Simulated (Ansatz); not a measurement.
# Phonon-limited resistivity of YIn, calculated with Ansatz

Space group Pm-3m (No. 221), 2 atoms in the cell of the first input below: a = 3.705 Å, b = 3.705 Å, c = 3.705 Å, α = 90.00°, β = 90.00°, γ = 90.00°.

The cell was built from a prototype of a structure type listed for this compound, relaxed without spin–orbit coupling to zero pressure (pressure 0.0 GPa with this functional, without spin–orbit coupling). Functional: PBEsol.

Input:

```yaml
crystal:
  lattice:
    - [3.7053621481, 0.0, 0.0]
    - [0.0, 3.7053621481, 0.0]
    - [0.0, 0.0, 3.7053621481]
  atoms:
    - { symbol: "Y", position: [0.0, 0.0, 0.0] }
    - { symbol: In, position: [0.5, 0.5, 0.5] }
basis:
  ecutwfc: 420
  ecutrho_ratio: 4
kpoints:
  mp_grid: { grid: [10, 10, 10] }
hamiltonian:
  xc: pbesol
scf:
  occupations: { method: methfessel_paxton, width: 0.2 }
output: {}
phonons:
  supercell: [2, 2, 2]
  qpath:
    path:
      - [[0.0, 0.0, 0.0], [0.0, 0.5, 0.0], [0.5, 0.5, 0.0], [0.0, 0.0, 0.0], [0.5, 0.5, 0.5], [0.0, 0.5, 0.0]]
      - [[0.5, 0.5, 0.5], [0.5, 0.5, 0.0]]
    npoints: 6
  electrical_resistivity: { mesh: [20, 20, 20], temperatures: [50, 100, 200, 300, 500] }
  superconductivity: { mesh: [20, 20, 20], eliashberg_equations: false }
```

```bash
ansatz run input.yaml --threads 8 --pin off --max-ram 15360MiB --backend cpu --events-out ev --progress --plain --runs-dir out
```

Time: 38 s on 8 threads of Intel(R) Xeon(R) Platinum 8488C (Sapphire Rapids), on a shared host, peak memory 2.6 GiB.

λ_tr,xx from the finest mesh down: 0.345, 0.346, 0.302. The next coarser mesh moves the resistivity at 300 K by 9 % along the axis that moves most.

The run gives λ_tr,xx = 0.345 and a Drude plasma energy ħω_p,xx = 3.62 eV.

Estimate the resistivity along x at 300 K from the high-temperature formula.

ħ/τ = 2π λ_tr k_B T = 0.0560 eV and ρ = 1/(ε0 ω_p² τ) = 31.77 μΩ cm. The Boltzmann solution gives 27.65 μΩ cm, so the estimate is 15 % high.

```tsv
T (K)	ρ_xx (μΩ cm)	ρ_zz (μΩ cm)	formula, xx	R_H, field along x, y or z (10⁻¹¹ m³/C)
50	2.67	2.67	5.30	-101
100	8.00	8.00	10.59	-99
200	18.08	18.08	21.18	-97.9
300	27.65	27.65	31.77	-96.5
500	45.90	45.90	52.95	-93.4
```

At 300 K the next coarser mesh moves R_H by up to 7 %.

At 50 K the solution is 0.5 times the linear formula, and at 500 K 0.87 times. The formula is meant for temperatures above the phonon energies and for bands that vary little within k_B T.

Caveats: melting below the highest temperature wasn't checked; no spin-orbit coupling, which matters for these elements; not converged in the fine mesh; small supercell, couplings not converged in it.

The resistivity rises faster than linearly at low temperature and almost linearly above 200 K, as expected when phonons freeze out on cooling and those that remain scatter mostly through small angles. Freeze-out doesn't explain the whole gap to the linear formula, however: the ratio of the two levels off at about 0.87 between 300 and 500 K instead of approaching one. The remainder probably reflects scattering rates that vary over the Fermi surface, or band velocities and couplings that vary with energy, which a single λ_tr and plasma energy can't capture.

The plasma energy of 3.62 eV is far below the free-electron value for all the valence electrons, which suggests a reduced Fermi surface or slow carriers, plausibly with Y d character. The negative Hall coefficient indicates that electron-like orbits dominate, but its magnitude is no direct carrier count in a metal with non-spherical or multiple Fermi sheets. Measured samples would add residual resistivity from defects, which matters most at 50 K.
